**Vertical ionisation energy of Si3 from HF to CCSD(T): where HF and MP2 fail**

The table holds the vertical ionisation energy (singlet to doublet) of bent Si3 at the PBE-D4/def2-TZVP geometry, from HF, six D4-corrected functionals, PBE-QIDH, MP2, CCSD and CCSD(T) in def2-TZVP or def2-TZVPP. The program sets each level against CCSD(T), compares HF with frozen-orbital values, converts the S² of the UHF cation into a quartet weight and finds the exact-exchange slopes. It also tests on PBE-QIDH a linear mixing model fixed by the PBE, PBE0, HF and MP2 rows. HF lies 1.28 eV below and MP2 0.82 eV above CCSD(T), the cation has about 28% quartet weight if only quartet mixes in, and the six functionals span 0.058 eV. The mixing model gives 8.502 eV against the computed 8.358 eV, and its exchange-only form gives 8.246 eV. CCSD(T) serves as a yardstick only, since the runs warn of spin contamination, an unstable restricted state and a large T1 diagnostic.

Vertical ionisation energies of Si3, computed with Ansatz 0.2.0 at the method and basis given in each row. The neutral is a singlet (charge 0 e) and the cation a doublet (charge +1 e), both at the same fixed PBE-D4/def2-TZVP geometry.

## Numerical check

```python
# Table: vertical ionisation energy (eV) of bent Si3, singlet -> doublet, Ansatz program, HF, DFT-D4,
# PBE-QIDH, MP2, CCSD, CCSD(T) in def2-TZVP/TZVPP at the PBE-D4 geometry.
# Tested: HF bookkeeping, spin contamination, exact-exchange slopes, linear mixing model for PBE-QIDH.
T = {
    'result_level': ['HF/def2-TZVP', 'HF/def2-TZVPP', 'PBE-D4/def2-TZVP', 'r2SCAN-D4/def2-TZVP', 'r2SCANh-D4/def2-TZVP', 'PBE0-D4/def2-TZVP', 'r2SCAN0-D4/def2-TZVP', 'HSE06-D4/def2-TZVP', 'PBE-QIDH/def2-TZVP', 'MP2/def2-TZVPP', 'CCSD/def2-TZVPP', 'CCSD(T)/def2-TZVPP'],
    'result_ionisation_energy': [6.989, 6.986, 8.085, 8.108, 8.109, 8.143, 8.106, 8.137, 8.358, 9.083, 8.211, 8.267],  # eV
}
import numpy as np
lev = T['result_level']
I = {k: float(v) for k, v in zip(lev, T['result_ionisation_energy'])}
d = lambda m: I[m + '/def2-TZVP']
p = lambda m: I[m + '/def2-TZVPP']
ref = p('CCSD(T)')
# typed from further outputs of the same runs (geometry; HF/def2-TZVP neutral and cation)
X = np.array([[0.86, 0.01, 0.69], [-0.35, 1.42, -0.46], [-0.51, -1.43, -0.23]])
homo, lumo_b, S2, dE2, S2b = -8.036097, -6.350375, 1.594271, 0.10796, 1.467
u, v = X[1] - X[0], X[2] - X[0]
n = np.linalg.norm
ang = np.degrees(np.arccos(u @ v / n(u) / n(v)))
print(f"Sides {n(u):.2f} {n(v):.2f} {n(u - v):.2f} A, apex angle {ang:.0f} deg")
print("Level, IE (eV), difference from CCSD(T) (eV, %); rounding of a difference 0.001 eV")
for k in lev:
    print(f"  {k:24s} {I[k]:.3f} {I[k] - ref:+.3f} {100 * (I[k] - ref) / ref:+.1f}%")
w = sorted(lev, key=lambda k: -abs(I[k] - ref))
print("Largest differences:", ", ".join(w[:3]), f"; MP2 minus HF/TZVPP {p('MP2') - p('HF'):.3f} eV")
hf, hfp = d('HF'), p('HF')
print(f"HF basis change TZVP to TZVPP {hfp - hf:+.3f} eV")
print(f"Frozen-orbital bracket: {-lumo_b:.3f} < HF {hf:.3f} < Koopmans {-homo:.3f} eV")
print(f"  Koopmans minus HF (relaxation + spin breaking) {-homo - hf:.3f} eV; HF minus lower end {hf + lumo_b:.3f} eV")
print(f"  Koopmans minus CCSD(T) {-homo - ref:+.3f} eV; CCSD(T) minus HF/TZVP {ref - hf:+.3f} eV")
print(f"UHF cation S^2 {S2:.3f} (pure 0.75), quartet weight if quartet only {100 * (S2 - 0.75) / 3:.0f}%")
print(f"  second solution +{dE2:.3f} eV, S^2 {S2b:.3f}, weight {100 * (S2b - 0.75) / 3:.0f}%")
c = {m: p(m) - hfp for m in ('MP2', 'CCSD', 'CCSD(T)')}
for m in c:
    print(f"Correlation shift {m:8s} {c[m]:+.3f} eV, {c[m] / c['CCSD(T)']:.2f} of the CCSD(T) shift")
print(f"Steps: MP2 to CCSD {p('CCSD') - p('MP2'):+.3f}, CCSD to CCSD(T) {ref - p('CCSD'):+.3f} eV")
dft = [d(m + '-D4') for m in ('PBE', 'r2SCAN', 'r2SCANh', 'PBE0', 'r2SCAN0', 'HSE06')]
print(f"Six DFT rows: mean {np.mean(dft):.3f}, spread {np.ptp(dft):.3f}, mean minus CCSD(T) {np.mean(dft) - ref:+.3f} eV")
print(f"  second-solution gap over: DFT offset {dE2 / (ref - np.mean(dft)):.2f}, MP2 excess {dE2 / (p('MP2') - ref):.2f}, HF deficit {dE2 / (ref - hf):.2f}")
P = d('PBE-D4')
s = (d('PBE0-D4') - P) / 0.25
a = np.array([0.0, 0.10, 0.25])
y = np.array([d('r2SCAN-D4'), d('r2SCANh-D4'), d('r2SCAN0-D4')])
sr, b = np.polyfit(a, y, 1)
print(f"Exact-exchange slope (eV per unit fraction, rounding 0.004): PBE {s:+.3f}, r2SCAN {sr:+.3f}")
print("  r2SCAN line residuals (eV):", " ".join(f"{r:+.4f}" for r in y - (b + sr * a)))
print(f"  PBE0 minus PBE {d('PBE0-D4') - P:+.3f}, HSE06 minus PBE0 {d('HSE06-D4') - d('PBE0-D4'):+.3f} eV")
ax, ac = 3 ** (-1 / 3), 1 / 3
cP = P + s - hf
q0 = P + ax * s
q1 = q0 + ac * (c['MP2'] - cP)
Q = d('PBE-QIDH')
k0 = 4 * (ax - ac)
rnd = 0.0005 * (1 + k0 + abs(1 - ac - k0) + 3 * ac)
print(f"PBE line extrapolated to full exact exchange {P + s:.3f} eV, minus HF {cP:.3f} eV (long extrapolation)")
print(f"PBE-QIDH {Q:.3f} eV, exchange fraction {ax:.3f}, MP2 fraction {ac:.3f}, rounding {rnd:.3f} eV")
print(f"  exchange only: model {q0:.3f}, table minus model {Q - q0:+.3f} eV")
print(f"  with a third of the HF-based MP2 excess ({q1 - q0:+.3f}): model {q1:.3f}, table minus model {Q - q1:+.3f} eV")
print(f"  share of that excess seen in PBE-QIDH {(Q - q0) / (q1 - q0):.2f}")
assert max(hf, hfp) < min(dft) and max(I.values()) == p('MP2')
assert -lumo_b < hf < -homo
assert c['MP2'] > c['CCSD(T)'] > c['CCSD'] > 0 and np.ptp(dft) < dE2
assert q0 < Q < q1
```

It prints:

```
Sides 2.19 2.19 2.86 A, apex angle 82 deg
Level, IE (eV), difference from CCSD(T) (eV, %); rounding of a difference 0.001 eV
  HF/def2-TZVP             6.989 -1.278 -15.5%
  HF/def2-TZVPP            6.986 -1.281 -15.5%
  PBE-D4/def2-TZVP         8.085 -0.182 -2.2%
  r2SCAN-D4/def2-TZVP      8.108 -0.159 -1.9%
  r2SCANh-D4/def2-TZVP     8.109 -0.158 -1.9%
  PBE0-D4/def2-TZVP        8.143 -0.124 -1.5%
  r2SCAN0-D4/def2-TZVP     8.106 -0.161 -1.9%
  HSE06-D4/def2-TZVP       8.137 -0.130 -1.6%
  PBE-QIDH/def2-TZVP       8.358 +0.091 +1.1%
  MP2/def2-TZVPP           9.083 +0.816 +9.9%
  CCSD/def2-TZVPP          8.211 -0.056 -0.7%
  CCSD(T)/def2-TZVPP       8.267 +0.000 +0.0%
Largest differences: HF/def2-TZVPP, HF/def2-TZVP, MP2/def2-TZVPP ; MP2 minus HF/TZVPP 2.097 eV
HF basis change TZVP to TZVPP -0.003 eV
Frozen-orbital bracket: 6.350 < HF 6.989 < Koopmans 8.036 eV
  Koopmans minus HF (relaxation + spin breaking) 1.047 eV; HF minus lower end 0.639 eV
  Koopmans minus CCSD(T) -0.231 eV; CCSD(T) minus HF/TZVP +1.278 eV
UHF cation S^2 1.594 (pure 0.75), quartet weight if quartet only 28%
  second solution +0.108 eV, S^2 1.467, weight 24%
Correlation shift MP2      +2.097 eV, 1.64 of the CCSD(T) shift
Correlation shift CCSD     +1.225 eV, 0.96 of the CCSD(T) shift
Correlation shift CCSD(T)  +1.281 eV, 1.00 of the CCSD(T) shift
Steps: MP2 to CCSD -0.872, CCSD to CCSD(T) +0.056 eV
Six DFT rows: mean 8.115, spread 0.058, mean minus CCSD(T) -0.152 eV
  second-solution gap over: DFT offset 0.71, MP2 excess 0.13, HF deficit 0.08
Exact-exchange slope (eV per unit fraction, rounding 0.004): PBE +0.232, r2SCAN -0.009
  r2SCAN line residuals (eV): -0.0007 +0.0012 -0.0005
  PBE0 minus PBE +0.058, HSE06 minus PBE0 -0.006 eV
PBE line extrapolated to full exact exchange 8.317 eV, minus HF 1.328 eV (long extrapolation)
PBE-QIDH 8.358 eV, exchange fraction 0.693, MP2 fraction 0.333, rounding 0.002 eV
  exchange only: model 8.246, table minus model +0.112 eV
  with a third of the HF-based MP2 excess (+0.256): model 8.502, table minus model -0.144 eV
  share of that excess seen in PBE-QIDH 0.44
```
